Q: I know boron phosphide as a hard, light semiconductor. How stiff is it, and does it matter how I load it?

Elastic constants of zinc-blende boron phosphide at zero temperature, computed with Ansatz 0.2.0 using LDA, PAW and plane waves up to 420 eV, with a 10×10×10 k mesh. The strain amplitude is 0.002, the atoms are relaxed in the strained cells, and the Cartesian axes lie along the cube edges. The rows were drawn from a pool: of 90 crystals with a measured lattice constant, 2 whose relaxed edge lies over 5 % from it were taken for other phases and got no table, so the agreement shown is better than for the whole pool.

```
row  computed constant (GPa)                        what it is  measured constant (GPa)                                                                                         label in the paper, method, sample  temperature of the measurement (K)                   source
  1                       84  C12 on the cell's Cartesian axes                      n/a                                                                                                                        n/a                                 n/a                      n/a
  2                      n/a                               n/a                      173                                                   B0 from earlier elastic measurements; elastic measurements; bulk crystal                                 n/a  arXiv:1505.05714 (2015)
  3                      n/a                               n/a                      173                                                   B0 from earlier elastic measurements; elastic measurements; bulk crystal                                 n/a   arXiv:1407.1677 (2014)
  4                      n/a                               n/a                      174                                        B0, Murnaghan EOS fit with V0 fixed at 93.45 A^3; XRD in diamond anvil cell; powder                                 300  arXiv:1505.05714 (2015)
  5                      n/a                               n/a                      174                                                       300-K bulk modulus from earlier experiment; not stated; bulk crystal                                 300  arXiv:1901.06272 (2019)
  6                    175.1               bulk modulus (Hill)                      n/a                                                                                                                        n/a                                 n/a                      n/a
  7                      n/a                               n/a                      179  isothermal B0 from Vinet fit to p-V data up to 55 GPa; single-crystal synchrotron XRD in diamond anvil cell; bulk crystal                                 300   arXiv:1407.1677 (2014)
  8                      194  C44 on the cell's Cartesian axes                      n/a                                                                                                                        n/a                                 n/a                      n/a
  9                      358  C11 on the cell's Cartesian axes                      n/a                                                                                                                        n/a                                 n/a                      n/a
```

A: The scale to remember is hundreds of gigapascals, and the kind of load matters by a factor of nearly two between stretching along a cube edge with the sides held and shearing the cube faces. C11 is the stress along a cube edge per strain along that edge, with the sides held. C12 is the stress which that same strain causes along the other two edges, and C44 is the resistance to shearing the cube faces. The largest is C11 at 358 GPa and the smallest C12 at 84 GPa, with C44 in between.

Q: Why is C12 so much smaller than C11? The same bonds carry both.

A: The same bonds do, but the bond angles don't act alike in the two. Picture each atom held to its four neighbours by springs that resist only a change of length. Squeezing this lattice evenly shortens every bond, so it resists. Stretching it along one edge while shrinking it along another can leave all the lengths unchanged to first order, and only the angles open or close. Such a lattice would have C11 = C12 and C44 = 0, so it would yield to any shear. The gap of 274 GPa between C11 and C12 is therefore a measure of how strongly the bonds resist bending.

Q: Can that picture predict C44?

A: Yes, with the Keating model, which has one constant α for bond stretching and one constant β for angle bending. With a as the cube edge, it gives

C11 = (α + 3β)/a
C12 = (α − β)/a
C44 = 4αβ/[a(α + β)]

C11 and C12 fix α and β, and eliminating them leaves

C44 = (C11 − C12)(C11 + 3 C12)/[2(C11 + C12)]
C44 = 274 × 610/(2 × 442) = 189 GPa

The full calculation gives 194 GPa, a value that played no part in setting α and β. An elastically isotropic crystal with the same C11 and C12 would have only 137 GPa. The output below lists these comparisons. One compound is a narrow test, but it supports the view that angle forces give this lattice its shear stiffness.

Q: What would change in a more ionic compound with the same structure?

A: Bond angles are usually softer there, compared with bond stretching, because less of the bonding is directional. In boron phosphide β is nearly half of α. If that ratio falls while the bulk modulus stays the same, the model moves C12 up towards C11 and lowers C44. The crystal would resist squeezing as before but shear more easily.

Q: Central forces are supposed to make C12 equal to C44. Does that fail here only because the atoms don't sit at inversion centres?

A: No, the missing inversion centres actually bring the two constants closer together. They allow the boron and phosphorus sublattices to shift against each other when the crystal is sheared, which relieves part of the stress. In the calculation this shift releases about 6 µeV per cell, which corresponds to a softening of C44 by roughly 20 GPa. With the sublattices frozen, C44 would be near 215 GPa, even further from C12. What separates the two constants must then be forces that depend on more than the distance between two atoms, as angle forces do.

The 20 GPa is a rough size, because it rests on tiny energy differences. The whole energy of the sheared cell comes out at 40 µeV, where C44 itself would require 55 µeV. The Keating model puts the softening at 32 GPa, and the forces suggest that this is too much. Before the sublattices shift, each atom in the sheared cell feels a force of 0.016 eV/Å, only about three quarters of what the model gives. So the model does better for C44 as a whole than for this one step.

Q: The computed bulk modulus falls right among the measured ones. Doesn't that confirm the constants?

A: It confirms one combination of them, because the bulk modulus is (C11 + 2 C12)/3. Raise C11 by 20 GPa and lower C12 by 10 GPa, and it stays the same, although the resistance to shear has changed. C44 doesn't enter at all.

Even for the bulk modulus the agreement flatters the calculation. The computed cell is 3% smaller than the measured volume quoted in row 4. LDA is known to bind too tightly, and zero-point motion and heat, both left out here, expand the real crystal. Bulk moduli vary roughly as the inverse fourth power of volume, so at the measured volume the 175 GPa would drop to about 155 GPa, below every measured entry. The cell that is too small makes up for a stiffness that would otherwise be too low.

Q: Then which digits may I use in a stress estimate?

A: For the bulk modulus you can use 175 GPa to within a few gigapascals, but that trust comes from the measurements, which lie on both sides of it between 173 and 179 GPa. The calculation alone wouldn't justify it. Rows 2, 3 and 5 quote earlier work, so there may be fewer than five independent measurements among them. A difference of 1 or 2 GPa from any one of them has no physical meaning. For the separate constants I would allow a tenth to a fifth. The volume error alone shifts the bulk modulus by about a tenth, errors in C11 and C12 can cancel in it, and the table has no measured C11, C12 or C44 to check against. The order of the three constants survives such an error easily.

The analysis program printed:

```
bulk modulus from rounded C11 and C12, GPa: 175.3
lowest measured bulk modulus, GPa: 173
highest measured bulk modulus, GPa: 179
C11 less C12, GPa: 274
C44 over C12: 2.31
C12 less C44, GPa: -110
C44 if the crystal were isotropic, GPa: 137
anisotropy ratio 2 C44 over (C11 less C12): 1.416
Young modulus along a cube edge, GPa: 326.1
Young modulus along a bond (cube diagonal), GPa: 425
Keating bending constant over stretching constant: 0.4492
C44 predicted by Keating from C11 and C12, GPa: 189.1
miss of the Keating prediction, percent: -2.54
Keating C44 with frozen sublattices, GPa: 221
Keating softening by sublattice relaxation, GPa: 31.93
softening from the released energy, GPa: 21.21
softening if the energy drop is 1 microeV smaller, GPa: 17.68
softening if the energy drop is 1 microeV larger, GPa: 24.75
C44 with frozen sublattices from the released energy, GPa: 215.2
energy rise of the sheared relaxed cell in the run, microeV: 40
energy rise expected from C44 at engineering shear 0.002, microeV: 54.87
energy rise expected from C44 at engineering shear 0.004, microeV: 219.5
computed conventional cell volume, A^3: 90.63
computed volume against the measured one, percent: -3.02
rough bulk modulus at the measured volume, GPa: 154.9
fall of the bulk modulus on going to the measured volume, GPa: 20.21
```
